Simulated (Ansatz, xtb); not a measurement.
## Ligand exchange: ICl + SiH3(CH3) → SiH3I + CH3Cl

Species: ICl (iodine monochloride), singlet; SiH3(CH3), singlet; SiH3I `[SiH3]I`, singlet; CH3Cl (chloromethane) `CCl`, singlet. The partners trade Cl for SiH3: I–Cl and C–SiH3 bonds give way to I–SiH3 and C–Cl.

Shapes, held fixed at every level: PBE0-D4/def2-TZVP. Programs: Ansatz 0.2.0, xtb 6.7.1. The zero-point and thermal change to 298 K, harmonic and unscaled (PBE0-D4/def2-TZVP), is +2.9 kJ/mol.

```json
{"level": "GFN0-xTB", "kind": "semi-empirical", "ΔH(298 K) (kJ/mol)": "-77.5", "less CCSD(T)/def2-TZVPP": "+13.4"}
{"level": "HF/def2-TZVPP", "kind": "Hartree–Fock", "ΔH(298 K) (kJ/mol)": "-101.3", "less CCSD(T)/def2-TZVPP": "-10.4"}
{"level": "SPW92/def2-TZVPP", "kind": "LDA", "ΔH(298 K) (kJ/mol)": "-82.0", "less CCSD(T)/def2-TZVPP": "+8.9"}
{"level": "BHLYP-D4/def2-TZVPP", "kind": "global hybrid", "ΔH(298 K) (kJ/mol)": "-88.2", "less CCSD(T)/def2-TZVPP": "+2.7"}
{"level": "MP2/def2-TZVPP", "kind": "perturbation theory", "ΔH(298 K) (kJ/mol)": "-101.7", "less CCSD(T)/def2-TZVPP": "-10.8"}
{"level": "CCSD/def2-SVP", "kind": "coupled cluster or CI", "ΔH(298 K) (kJ/mol)": "-96.6", "less CCSD(T)/def2-TZVPP": "-5.7"}
{"level": "CCSD/def2-TZVPP", "kind": "coupled cluster or CI", "ΔH(298 K) (kJ/mol)": "-91.9", "less CCSD(T)/def2-TZVPP": "-1.0"}
{"level": "CCSD(T)/def2-TZVPP", "kind": "coupled cluster or CI", "ΔH(298 K) (kJ/mol)": "-90.9", "less CCSD(T)/def2-TZVPP": "0.0"}
```

The highest level, CCSD(T)/def2-TZVPP, gives ΔH(298 K) = -90.9 kJ/mol; the levels span -101.7 to -77.5. The column of differences is taken from that level and isn't an error. No measured value is set beside it here. For atoms past krypton def2 sets carry core potentials with scalar relativity. Outer-core shells of I are correlated in most correlated rows, in sets that cover them unevenly.

The exchange is clearly exothermic at every level, with CCSD(T) giving -90.9 kJ/mol. The main reason is the weak I–Cl bond: it joins two halogens of modest electronegativity difference, whose lone pairs repel. Its replacement by polar C–Cl and Si–I bonds more than repays the loss of the C–Si bond. The thermal term is small, as expected when two molecules give two molecules, so the bond energies decide the result.

Hartree–Fock and MP2 nearly coincide, yet correlation is not negligible, since CCSD in the same basis is distinctly less exothermic. This suggests that MP2 misjudges the balance of pair correlation between the halogen bonds broken and formed. Perturbative triples then change little, whereas enlarging the basis moves CCSD from -96.6 to -91.9 kJ/mol, so basis incompleteness is probably a larger remaining concern than the triples.

The exothermicity does not make this the preferred exchange: silicon's strong affinity for chlorine should favour the alternative products, SiH3Cl and CH3I.
